**A two-level hand rule for 13C shifts in C7H5ClFN**

The table holds GIAO shieldings, paramagnetic parts, spans, shifts and IAO charges for every kind of nucleus in one molecule, at PBE0/pcSseg-1 (PySCF, non-relativistic, gas phase) on a GFN2-xTB geometry. The program tests the parameter-free Lamb formula with Slater screening for the diamagnetic part, a two-parameter rule for the seven carbon shifts (π-bonded or not), lines in three kinds of atomic charge, Karplus–Pople bond counting and the span relation of a cylindrical site. The Lamb value is within 6.4 % of the table for C, N, F and Cl and about 40 % low for H. The carbon rule, 26.8 + 108.5 ppm for a π bond, has an rms error of 7.7 ppm (9.7 ppm left-out) and is worst for the nitrile carbon, while charge alone leaves 34 ppm or more. Ideal bond counting gives too small a paramagnetic step, and the span relation holds roughly for C2 only.

Calculated values. Non-relativistic GIAO NMR shieldings of C7H5ClFN, SMILES N#C/C(F)=C1/CC/C1=C\Cl, from PySCF 2.14.0 at PBE0/pcSseg-1 with density fitting, in the gas phase at the GFN2-xTB geometry. Shifts are relative to CFCl3 (19F), HCl (35Cl), NH3 (15N) and TMS (13C, 1H) at the same level. The span is the highest less the lowest principal value of the shielding.

## Program and output

```python
# Table: GIAO shieldings, shifts, spans (ppm) and IAO charges of C7H5ClFN; PySCF, PBE0/pcSseg-1, GFN2-xTB geometry.
# Tested: Lamb/Slater diamagnetic part, a two-level rule for 13C shifts, charge lines, Karplus-Pople counting, linear span relation.
T = {
    'atom': ['N1', 'C2', 'C3', 'F4', 'C5', 'C6', 'C7', 'C8', 'C9', 'Cl10', 'H11', 'H13', 'H15'],
    'count': [1, 1, 1, 1, 1, 1, 1, 1, 1, 1, 2, 2, 1],
    'neighbours': ['C', 'C N', 'C C F', 'C', 'C C C', 'C C H H', 'C C H H', 'C C C', 'C Cl H', 'C', 'C', 'C', 'C'],
    'shift': [341.1, 118.6, 135.5, -141.4, 145.6, 26.3, 27.3, 141.0, 135.8, 216.3, 3.0, 2.9, 7.2],  # ppm
    'iso': [-73.3, 68.3, 51.5, 312.4, 41.4, 160.6, 159.6, 45.9, 51.2, 733.5, 28.7, 28.9, 24.5],  # ppm
    'para': [-413.0, -195.2, -192.9, -159.0, -217.2, -88.2, -90.4, -210.7, -199.6, -413.0, 0.1, -0.2, -7.4],  # ppm
    'span': [420, 335, 121, 95, 200, 26, 22, 195, 178, 359, 9, 9, 10],  # ppm
    'iao': [-0.21, 0.12, 0.22, -0.25, 0.0, -0.27, -0.27, -0.01, -0.17, 0.01, 0.16, 0.16, 0.19],  # e
}
import numpy as np
from scipy.constants import alpha, physical_constants as pc
eV = pc['Hartree energy in eV'][0]
at = list(T['atom']); el = np.array([a.rstrip('0123456789') for a in at])
nn = np.array([len(str(s).split()) for s in T['neighbours']])
sh, iso, pa, sp, q = (np.array(T[k], float) for k in ('shift', 'iso', 'para', 'span', 'iao'))
dia = iso - pa
rms = lambda x: float(np.sqrt(np.mean(np.square(x))))
print("Table rounding: 0.05 ppm per entry, 0.1 ppm for a difference")
print("Reference shielding (shift+shielding), ppm: " + ", ".join(f"{e} {np.mean((sh+iso)[el==e]):.1f}" for e in ('C', 'H', 'N', 'F', 'Cl')))
def lamb(Z):  # Slater screening, <1/r> = Zeff/n^2 in atomic units
    if Z == 1: return alpha**2/3*1e6
    n2, n3 = min(Z-2, 8), max(Z-10, 0)
    s = 2*(Z-0.30) + n2*(Z-1.7-0.35*(n2-1))/4
    if n3: s += n3*(Z-2-0.85*8-0.35*(n3-1))/9
    return alpha**2/3*1e6*s
print(f"Diamagnetic part (shielding - paramagnetic) vs Lamb/Slater; alpha^2/3 = {lamb(1):.2f} ppm")
worst = 0
for e, Z in (('C', 6), ('N', 7), ('F', 9), ('Cl', 17), ('H', 1)):
    d = dia[el == e]; r = 100*(lamb(Z)-d)/d
    if e != 'H': worst = max(worst, abs(r).max())
    print(f"  {e}: Lamb {lamb(Z):.1f}, table {d.min():.1f} to {d.max():.1f} ppm, error {r.min():+.1f} to {r.max():+.1f} %")
c = np.where(el == 'C')[0]; n = nn[c]; s = sh[c]; pi = n < 4
a, b = s[~pi].mean(), s[pi].mean() - s[~pi].mean()
print(f"Rule: shift(C) = {a:.1f} + {b:.1f} x [pi bond] ppm; pi level {a+b:.1f}")
dP, dD = pa[c][~pi].mean()-pa[c][pi].mean(), dia[c][~pi].mean()-dia[c][pi].mean()
print(f"  step = {dP:+.1f} paramagnetic {dD:+.1f} diamagnetic; mean para {pa[c][~pi].mean():.1f} / {pa[c][pi].mean():.1f}, mean dia {dia[c][~pi].mean():.1f} / {dia[c][pi].mean():.1f}")
res = s - (a + b*pi); m = np.where(pi, pi.sum(), (~pi).sum()); loo = res*m/(m-1)
print("  atom, table, rule, table-rule (from para, from dia), left-out error, ppm")
for j, i in enumerate(c):
    g = c[pi == pi[j]]
    print(f"  {at[i]}: {s[j]:.1f}, {a+b*pi[j]:.1f}, {res[j]:+.1f} ({pa[g].mean()-pa[i]:+.1f}, {dia[g].mean()-dia[i]:+.1f}), {loo[j]:+.1f}")
print(f"  rms {rms(res):.1f}, left-out rms {rms(loo):.1f}, worst {at[c[np.argmax(abs(res))]]}; carbon range {np.ptp(s):.1f} ppm")
k = n == 3; r3c = s - np.array([s[n == x].mean() for x in n])
print(f"Third class for sp (one row): C=C mean {s[k].mean():.1f}, worst C=C {abs(r3c[k]).max():.1f}, rms C=C {rms(r3c[k]):.1f} ppm")
hal = np.array([any(x in ('F', 'Cl') for x in str(T['neighbours'][i]).split()) for i in c])
print(f"  C=C with halogen {s[k&hal].mean():.1f}, without {s[k&~hal].mean():.1f}, difference {s[k&hal].mean()-s[k&~hal].mean():+.1f} ppm")
# further outputs of the same run, order C2 C3 C5 C6 C7 C8 C9
Q = {'IAO': q[c], 'Hirshfeld': np.array([0.074, 0.0864, 0.0037, -0.0595, -0.0665, -0.0148, -0.0252]),
     'ESP': np.array([0.3787, 0.0558, -0.1008, -0.086, -0.2329, 0.2361, -0.3921])}
eig = np.array([[-45.123, -40.178, 290.159], [-27.926, 89.663, 92.659], [-60.828, 45.818, 139.061],
    [146.363, 162.537, 172.928], [149.838, 157.125, 171.933], [-57.811, 58.754, 136.783], [-44.855, 65.728, 132.643]])
print("Shift against charge, carbon (slope ppm/e, rms ppm)")
rq = {}
for nm, x in Q.items():
    p, p2 = np.polyfit(x, s, 1), np.polyfit(x[k], s[k], 1)
    rq[nm] = rms(s - np.polyval(p, x))
    print(f"  {nm}: all 7 slope {p[0]:+.0f}, rms {rq[nm]:.1f}; four C=C slope {p2[0]:+.0f}, rms {rms(s[k]-np.polyval(p2, x[k])):.1f}")
print(f"  slope from Zeff = 3.25+0.35q in <r^-3> for C=C: {-pa[c][k].mean()*3*0.35/3.25:+.0f} ppm/e")
r3 = 3.25**3/24
print(f"Karplus-Pople: <r^-3> = {r3:.2f} au, alpha^2/2 = {alpha**2/2*1e6:.1f} ppm")
for nm, x, SQ in (('sp3', 4, 2.0), ('sp2', 3, 2+4/9), ('sp', 2, 2.0)):
    P = pa[c][n == x].mean()
    print(f"  {nm}: sum Q {SQ:.2f} (ratio {SQ/2:.2f}), para {P:.1f} (ratio {P/pa[c][~pi].mean():.2f}), needed dE {alpha**2/2*1e6*r3*SQ/-P*eV:.1f} eV; low/mid/high shielding " + "/".join(f"{v:.0f}" for v in eig[n == x].mean(0)))
print(f"  HOMO-LUMO gap of the run {7.093487-2.450302:.2f} eV")  # further outputs of the same run
print(f"Span, ppm: CH2 {sp[c][~pi].min():.0f}-{sp[c][~pi].max():.0f}, C=C {sp[c][k].min():.0f}-{sp[c][k].max():.0f}; linear relation -1.5 x para:")
for x in ('C2', 'N1', 'F4', 'Cl10'):
    i = at.index(x); print(f"  {x}: relation {-1.5*pa[i]:.0f}, table {sp[i]:.0f}, error {100*(-1.5*pa[i]/sp[i]-1):+.0f} %")
h, g = at.index('H15'), [at.index('H11'), at.index('H13')]
print(f"H15 less CH2 hydrogens: shift {sh[h]-sh[g].mean():+.2f} = {pa[g].mean()-pa[h]:+.2f} para {dia[g].mean()-dia[h]:+.2f} dia, ppm")
assert worst < 8
assert 0.9 < dP/b < 1.2
assert s[pi].min() - s[~pi].max() > 3*np.ptp(s[pi])
assert min(rq.values()) > 2*rms(res)
```

It prints:

```
Table rounding: 0.05 ppm per entry, 0.1 ppm for a difference
Reference shielding (shift+shielding), ppm: C 186.9, H 31.7, N 267.8, F 171.0, Cl 949.8
Diamagnetic part (shielding - paramagnetic) vs Lamb/Slater; alpha^2/3 = 17.75 ppm
  C: Lamb 260.0, table 244.4 to 263.5 ppm, error -1.3 to +6.4 %
  N: Lamb 324.4, table 339.7 to 339.7 ppm, error -4.5 to -4.5 %
  F: Lamb 470.4, table 471.4 to 471.4 ppm, error -0.2 to -0.2 %
  Cl: Lamb 1133.3, table 1146.5 to 1146.5 ppm, error -1.2 to -1.2 %
  H: Lamb 17.8, table 28.6 to 31.9 ppm, error -44.4 to -37.9 %
Rule: shift(C) = 26.8 + 108.5 x [pi bond] ppm; pi level 135.3
  step = +113.8 paramagnetic -5.4 diamagnetic; mean para -89.3 / -203.1, mean dia 249.4 / 254.8
  atom, table, rule, table-rule (from para, from dia), left-out error, ppm
  C2: 118.6, 135.3, -16.7 (-7.9, -8.7), -20.9
  C3: 135.5, 135.3, +0.2 (-10.2, +10.4), +0.2
  C5: 145.6, 135.3, +10.3 (+14.1, -3.8), +12.9
  C6: 26.3, 26.8, -0.5 (-1.1, +0.6), -1.0
  C7: 27.3, 26.8, +0.5 (+1.1, -0.6), +1.0
  C8: 141.0, 135.3, +5.7 (+7.6, -1.8), +7.1
  C9: 135.8, 135.3, +0.5 (-3.5, +4.0), +0.6
  rms 7.7, left-out rms 9.7, worst C2; carbon range 119.3 ppm
Third class for sp (one row): C=C mean 139.5, worst C=C 6.1, rms C=C 4.2 ppm
  C=C with halogen 135.7, without 143.3, difference -7.7 ppm
Shift against charge, carbon (slope ppm/e, rms ppm)
  IAO: all 7 slope +206, rms 33.9; four C=C slope -3, rms 4.1
  Hirshfeld: all 7 slope +566, rms 38.3; four C=C slope -33, rms 3.9
  ESP: all 7 slope +56, rms 47.6; four C=C slope +5, rms 4.0
  slope from Zeff = 3.25+0.35q in <r^-3> for C=C: +66 ppm/e
Karplus-Pople: <r^-3> = 1.43 au, alpha^2/2 = 26.6 ppm
  sp3: sum Q 2.00 (ratio 1.00), para -89.3 (ratio 1.00), needed dE 23.2 eV; low/mid/high shielding 148/160/172
  sp2: sum Q 2.44 (ratio 1.22), para -205.1 (ratio 2.30), needed dE 12.4 eV; low/mid/high shielding -48/65/125
  sp: sum Q 2.00 (ratio 1.00), para -195.2 (ratio 2.19), needed dE 10.6 eV; low/mid/high shielding -45/-40/290
  HOMO-LUMO gap of the run 4.64 eV
Span, ppm: CH2 22-26, C=C 121-200; linear relation -1.5 x para:
  C2: relation 293, table 335, error -13 %
  N1: relation 620, table 420, error +48 %
  F4: relation 238, table 95, error +151 %
  Cl10: relation 620, table 359, error +73 %
H15 less CH2 hydrogens: shift +4.25 = +7.35 para -3.05 dia, ppm
```
